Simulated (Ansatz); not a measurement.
## ScSF: phonon entropy and phonon heat capacity against temperature

Harmonic vibrational free energy, entropy and heat capacity at constant volume, per atom, from the force constants of a q mesh, imaginary modes left out; plane waves with PAW datasets, Gamma-centred k mesh. The results are calculated, by Ansatz 0.2.0.

Structure of every row (space group P-6m2, No. 187):
```
ScSF
1.0
      3.6858     0.0000     0.0000
     -1.8429     3.1920     0.0000
      0.0000     0.0000     3.6110
Sc S F
1 1 1
Direct
  0.66667 0.33333 0.50000
  0.33333 0.66667 0.00000
  0.00000 0.00000 0.50000
```

Settings of every row: functional PBE; dispersion D3(BJ); spin none; wave cutoff 420 eV; k mesh 10x10x8; occupations fixed; smearing width 0 eV; pressure 0 GPa; phonon method linear response; q mesh 2x2x2.

Limits: coarse q mesh; field response not converged on the k mesh; phonon interpolation lacks quadrupole term; the cell comes from a prototype or a list of computed structures and needn't be the stable phase.

| row | temperature (K) | phonon entropy (kB/atom) | phonon heat capacity (kB/atom) | phonon free energy (meV/atom) |
| --- | --- | --- | --- | --- |
| 1 | 200 | 1.845 | 2.222 | 36 |
| 2 | 300 | 2.829 | 2.6 | 15.7 |
| 3 | 400 | 3.602 | 2.762 | -12.1 |
| 4 | 500 | 4.228 | 2.843 | -46 |
| 5 | 600 | ? | ? | ? |
| 6 | 700 | 5.199 | 2.918 | -127.6 |
| 7 | 800 | 5.59 | 2.937 | -174.1 |
| 8 | 900 | 5.936 | 2.95 | -223.8 |
| 9 | 1000 | 6.248 | 2.959 | -276.3 |

Question: what phonon entropy and phonon heat capacity should row 5 give?

Worked fit of phonon entropy. Entropy rises as the heat capacity times the change of ln T, so take t = ln(T / 300 K). The shown rows have t = -0.4055, 0, 0.2877, 0.5108, 0.8473, 0.9808, 1.0986, 1.204. Least squares give phonon entropy = 2.8474 + 2.5819 × t + 0.21017 × t² kB/atom; a straight line predicts inner rows, each left out in turn, worse (root mean square 0.05 against 0.014 kB/atom). The rows lie off it by 0.010, -0.018, -0.006, 0.007, 0.013, 0.008, -0.002, -0.013 (root mean square 0.011 kB/atom), a smooth pattern that one more power would take up: the form is only approximate. The slope at t = 0, 2.58 kB/atom, estimates the heat capacity at 300 K. The withheld row has t = 0.6931, so the fit gives 2.8474 + 2.5819 × (0.6931) + 0.21017 × (0.6931)² = 4.738 kB/atom.

The calculation gave 4.751 kB/atom. The fit lies 0.013 kB/atom (0.3 % of the column's range) below it; its largest miss of a shown row is 0.018 kB/atom.

Worked fit of phonon heat capacity. At high temperature a harmonic heat capacity falls short of its limit by a term in 1/T², so take t = (100 K / T)². The shown rows have t = 0.25, 0.11111, 0.0625, 0.04, 0.02041, 0.01562, 0.01235, 0.01. Least squares give phonon heat capacity = 2.9981 − 3.9843 × t + 3.522 × t² kB/atom; a straight line predicts inner rows, each left out in turn, worse (root mean square 0.021 against 0.0016 kB/atom). The rows lie off it by 0.000, 0.001, -0.001, -0.001, 0.000, 0.000, 0.001, 0.000. The constant, 2.9981 kB/atom, is to be held against the harmonic limit of 3 k_B an atom. The withheld row has t = 0.02778, so the fit gives 2.9981 − 3.9843 × (0.02778) + 3.522 × (0.02778)² = 2.890 kB/atom.

The calculation gave 2.89 kB/atom. The fit meets it to the printed digit.

The other values of row 5: phonon free energy -84.7 meV/atom.
